Moving one hydrogen atom between two neighbouring borons can cost nearly 3 eV, about a hundred times the thermal energy at room temperature. It can do so even when the molecules at the two ends differ by only a few tenths of an eV. The height of such a barrier is therefore set by what happens on the way.

The molecule here starts as a closed ring of two borons and one oxygen. One boron, B3, carries a hydrogen, H8; the other, B2, carries a methyl group. At the end H8 sits on B2, the B–B bond is gone, and B3 hangs on the oxygen as the last atom of an open chain, CH₃–BH–O–B. Row 1 is the ring, row 11 the chain, and the rows between are images along the path that joins them.

Nudged elastic band for the hydrogen shift in neutral, singlet CH₄B₂O, computed with Ansatz 0.2.0 at the restricted BHLYP/def2-mTZVP level without a dispersion correction. Nine images, the highest a climbing image, join the two relaxed ends; the limit on the force components of the band is 0.05 eV/Å.

| row | energy over the start (eV) | path length (Å) | band force (eV/Å) |
| --- | --- | --- | --- |
| 1 | 0.000 | 0.000 | n/a |
| 2 | 0.114 | 0.386 | 0.014 |
| 3 | 0.667 | 0.773 | 0.020 |
| 4 | 1.927 | 1.159 | 0.022 |
| 5 | 2.833 | 1.545 | 0.018 |
| 6 | 2.328 | 1.929 | 0.045 |
| 7 | 1.357 | 2.313 | 0.022 |
| 8 | 0.657 | 2.697 | 0.019 |
| 9 | 0.373 | 3.082 | 0.019 |
| 10 | 0.291 | 3.466 | 0.022 |
| 11 | 0.281 | 3.851 | n/a |

The energy over the start is the electronic energy relative to the ring. The path length adds up the motion of all atoms, and the band force is the largest force component left on an image.

**(a) The chain lies slightly above the ring. Where along the path should the top then lie, and where does the calculation put it?**

*Solution.* Hammond's rule says that the top of an uphill reaction resembles the product more than the reactant, so it should come a little late. A simple model turns this into a number. Let x be the fraction of the path covered, ΔE the reaction energy and λ the stiffness of a valley. Give the ring the valley λx² and the chain an equally stiff valley, ΔE + λ(1 − x)². The top is where the two cross.

Setting the two energies equal gives x = ½(1 + ΔE/λ), and the height there is (λ + ΔE)²/4λ. This height must equal the computed barrier of 2.833 eV, with ΔE = 0.281 eV. Solving for λ gives λ = 2 × 2.833 − 0.281 + 2√(2.833 × 2.552) ≈ 10.8 eV, where 2.552 eV is the descent from the top to the chain. The crossing then lies at x = ½(1 + 0.281/10.8) ≈ 0.51.

The computed top is row 5, at 1.545 of 3.851 Å, or 40 % of the path. The barrier height went into the model but the place of the top did not, so this is a real miss. The reaction is uphill, and yet its top comes early on this scale. Since the reaction energy is so small beside λ, it can hardly move the crossing, and the asymmetry must come from something else.

If each valley is given its own stiffness, chosen so that both meet at the computed top, the typical miss on the rows between falls from 0.50 to 0.20 eV. That is still about 7 % of the barrier. This second model describes the asymmetry without explaining it, because the place of the top is now put in. It is too low on the two rows beside the top and too high on the other intermediate rows. The computed barrier has a rounded top and flatter feet than these two pinned parabolas give. The printed output after this text lists both models row by row.

**(b) Which bonds have changed by the time the top is reached, and why is the far side of the barrier so long and flat?**

*Solution.* The geometries give a different answer for each bond. At the top H8 is still 1.19 Å from B3, practically its bond length in the ring. Its approach to B2 is about half done, at 1.99 Å. The B–B bond has covered only 19 % of its final lengthening.

What has changed most is an angle. In the ring B2, B3 and H8 lie almost on a line, at 176°. At the top the angle is 82°, and H8 has swung round B3 in the plane of the ring until it stands beside the B–B bond. The climb is therefore mainly the bending of a B–H bond that remains whole, and the barrier is not the price of tearing that bond apart. The B–B bond does suffer, however: it is already about 0.2 Å longer than in the ring and so probably weakened.

The transfer of H8 and most of the ring opening come after the top. H8 moves about as far after the top as before it, roughly 1.1 Å each time. B3 moves only 0.54 Å before the top but 1.38 Å after it, as it swings out to the end of the chain. This extra motion lengthens the second part of the path and so places the top early on the scale of path length.

It also offers a natural reading of the flat tail. Halfway along the path from the top to the chain, 85 % of the descent is already done. The last three rows differ by less than 0.1 eV, although they span 0.77 Å. By then the new bonding is probably almost complete, and B3 is mainly turning about the oxygen, a motion that meets little resistance.

So "early or late" has no single answer here. The top is early for the ring opening, about midway for the approach of H8 to its new partner, and ahead of any real stretching of the old B–H bond. Hammond's rule is easiest to apply when all bonds change together. In this reaction much of the change comes in sequence.

**(c) Why is the barrier so high when the two ends are so close in energy, and how far can its value be trusted?**

*Solution.* The first steps already show that more than a stiff spring is at work. Row 2 lies 0.114 eV above the ring. A spring would need sixteen times as much at four times the distance, which is where the top lies: 16 × 0.114 ≈ 1.8 eV. The computed energy there is 2.833 eV. So the climb is steeper than the first step suggests. A likely reason is crowding at B3. At the top its three neighbours, the oxygen, B2 and H8, all lie on one side of it. The orbitals of B3 cannot point well at all three, so overlap is lost. H8 is also pushed towards the electrons of the B–B bond.

A simple orbital picture, not tested here, suggests why nothing makes up for this loss on the way. B2 already has three neighbours in or near the ring plane, and its orbitals in that plane are used for these bonds. Its one nearly empty orbital stands perpendicular to the plane. H8 arrives within the plane, where it meets the filled B–B bond instead of a vacancy. The old bond is thus strained before a new one can form.

The way out is to give up the B–B bond. As it opens, B2 regains an orbital that points towards H8, and the new B–H bond can form. Of the two electron pairs that held B3 to B2 and to H8, one becomes the new B–H bond and the other stays on B3 as a lone pair. This argument fits the steep fall beyond the top, where the energy drops by almost 1 eV between rows 6 and 7.

The same picture suggests why the chain can end so close to the ring in energy. B3 has lost two neighbours, but the strain of the three-membered ring is gone, and the lone pair on B3 can settle in a low-lying orbital of mostly s character. The oxygen can also donate electrons into the empty orbitals of B3. The shortening of the B3–O bond from 1.37 to 1.28 Å fits such a donation, though a bond length alone does not measure its energy.

A simpler relative is the change of HCN into HNC. There too a hydrogen swings round a pair of bonded atoms and leaves a lone pair on the atom it has left, with a barrier of very roughly 2 eV. The likeness lies in the swing of the hydrogen and goes no further. Nitrogen already has a lone pair for the new bond, though at first it points away from the hydrogen, while B2 has none. Carbon and nitrogen also stay bonded, so no heavy atom has to swing away afterwards. For a related shift, two questions are therefore worth asking: does the receiving atom offer an empty orbital or a lone pair on the side where the hydrogen arrives, and does a heavy atom still have far to go once the hydrogen has passed?

The shape of the barrier is on firmer ground than its height. With closed-shell orbitals the energy has a single maximum, and the top has exactly one imaginary vibration, as a saddle point should. Row 6 keeps the largest band force, 0.045 eV/Å, but this is within the limit set for the band and far too small to alter the profile visibly.

The height is more likely too large than too small. All electrons were kept in pairs, although bonds are being exchanged near the top; an open-shell state might lie lower there, which is untested. The functional contains half exact exchange and often overrates barriers, and zero-point motion, left out here, usually lowers the barrier of a hydrogen shift. The value also belongs to this one path, in which H8 stays in the ring plane. A path that brings it towards the empty orbital of B2 might be easier, but that is a guess.

The analysis program printed:

```
Energy profile and two valley models in eV:
  row  computed  step from row before  equal valleys  valleys of own stiffness
    1         0                   n/a              0                         0
    2     0.114                 0.114         0.1081                    0.1768
    3     0.667                 0.553         0.4336                    0.7092
    4     1.927                  1.26         0.9749                     1.594
    5     2.833                 0.906          1.732                     2.833
    6     2.328                -0.505            2.7                     2.054
    7     1.357                -0.971          1.998                     1.416
    8     0.657                  -0.7          1.247                    0.9201
    9     0.373                -0.284         0.7102                    0.5648
   10     0.291                -0.082         0.3886                    0.3521
   11     0.281                 -0.01          0.281                     0.281
Place of the top in percent of the path length: 40.12
Place of the top for two equal valleys in percent of the path length: 51.31
Rms miss of equal valleys on rows between ends and top in eV: 0.4978
Rms miss of valleys of own stiffness on the same rows in eV: 0.1952
Descent from the top to the end in eV: 2.552
Percent of the rise done halfway from start to top: 23.52
Percent of the descent done halfway from top to end: 85.3
Distance B2-B3 at the top in angstrom: 1.764
Distance B2-H8 at the top in angstrom: 1.99
Distance B3-H8 at the top in angstrom: 1.185
Percent of the B2-B3 lengthening done at the top: 18.69
Percent of the B2-H8 approach done at the top: 48.15
Angle B2-B3-H8 at the start in degrees: 175.7
Angle B2-B3-H8 at the top in degrees: 82.41
Distance B3-O4 at the start in angstrom: 1.373
Distance B3-O4 at the end in angstrom: 1.278
Straight move of H8 from start to top in angstrom: 1.068
Straight move of H8 from top to end in angstrom: 1.095
Straight move of B3 from start to top in angstrom: 0.5361
Straight move of B3 from top to end in angstrom: 1.375
```
